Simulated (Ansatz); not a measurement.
# LaHg: pressure and energy less free atoms against volume scale

Results calculated with Ansatz 0.2.0, not measured. Periodic Kohn-Sham DFT of a crystal at fixed atoms, scaled to volume_scale times the given cell; pressure positive in compression, energy less spherical unpolarised free atoms, largest_vzz the field gradient of largest size among the nuclei.

The cell before it is scaled or strained (space group Pm-3m, No. 221):
```
LaHg
1.0
      3.8370     0.0000     0.0000
      0.0000     3.8370     0.0000
      0.0000     0.0000     3.8370
La Hg
1 1
Direct
  0.50000 0.50000 0.50000
  0.00000 0.00000 0.00000
```

Settings of every row: method all-electron LAPW; functional LDA; relativity scalar; k mesh 11x11x11; filling fermi-dirac; smearing width 0.08 eV; basis error target 1 meV/atom; nucleus gaussian.

Atom start moment: 0 on all atoms.

Limits: no spin-orbit coupling on heavy atoms.

```
row  volume scale  V (Å³/atom)  pressure (GPa)  energy less free atoms (eV/atom)
  1          0.94       26.551           2.041                           -3.8308
  2          0.96       27.115           0.585                           -3.8354
  3          0.98        27.68          -0.715                           -3.8351
  4          0.99       27.963          -1.313                           -3.8333
  5             1       28.245               ?                                 ?
  6          1.01       28.528          -2.412                           -3.8267
  7          1.02        28.81          -2.917                            -3.822
  8          1.04       29.375          -3.844                           -3.8101
  9          1.06        29.94          -4.672                            -3.795
```

Question: what pressure and energy less free atoms should row 5 give?

Worked fit of pressure. Take u = (V_r/V)^(2/3) − 1 with V_r = 28.245 Å³ an atom, which is twice the finite (Eulerian) strain; such expansions in the strain, on which the Birch-Murnaghan equation of state is built, carry the rest volume and the bulk modulus. The shown rows have u = 0.04209, 0.02759, 0.01356, 0.00671, -0.00662, -0.01312, -0.02581, -0.03811. Least squares give pressure = −1.8777 + 82.356 × u + 245.52 × u² + 228 × u³ GPa; a parabola predicts inner rows, each left out in turn, worse (root mean square 0.0038 against 0.0011 GPa). The rows lie off it by 0.000, -0.001, 0.000, 0.001, 0.000, -0.001, 0.000, 0.000. The pressure vanishes at u = 0.0214, or V = 27.36 Å³ an atom, and there the bulk modulus at fixed shape and fractions is B = −V dP/dV = (2/3)(1 + u) dP/du = 63.5 GPa. The withheld row has u = 0, so the fit gives −1.8777 + 82.356 × (0) + 245.52 × (0)² + 228 × (0)³ = -1.878 GPa.

The calculation gave -1.878 GPa. The fit meets it to the printed digit.

Worked fit of energy less free atoms. Take u = (V_r/V)^(2/3) − 1 with V_r = 28.245 Å³ an atom, which is twice the finite (Eulerian) strain; such expansions in the strain, on which the Birch-Murnaghan equation of state is built, carry the rest volume and the bulk modulus. The shown rows have u = 0.04209, 0.02759, 0.01356, 0.00671, -0.00662, -0.01312, -0.02581, -0.03811. Least squares give energy less free atoms = −3.8305 − 0.4963 × u + 11.507 × u² + 2.6 × u³ eV/atom; a parabola predicts inner rows, each left out in turn, worse (root mean square 4.9e-05 against 2.9e-05 eV/atom). All shown rows lie on it to the printed digit. Its lowest point lies at u = 0.0214, or V = 27.36 Å³ an atom, and the curvature there gives the bulk modulus at fixed shape and fractions, B = (4/9)(1 + u)² E″(u)/V = 63.4 GPa. The withheld row has u = 0, so the fit gives −3.8305 − 0.4963 × (0) + 11.507 × (0)² + 2.6 × (0)³ = -3.8305 eV/atom.

The calculation gave -3.8305 eV/atom. The fit meets it to the printed digit.
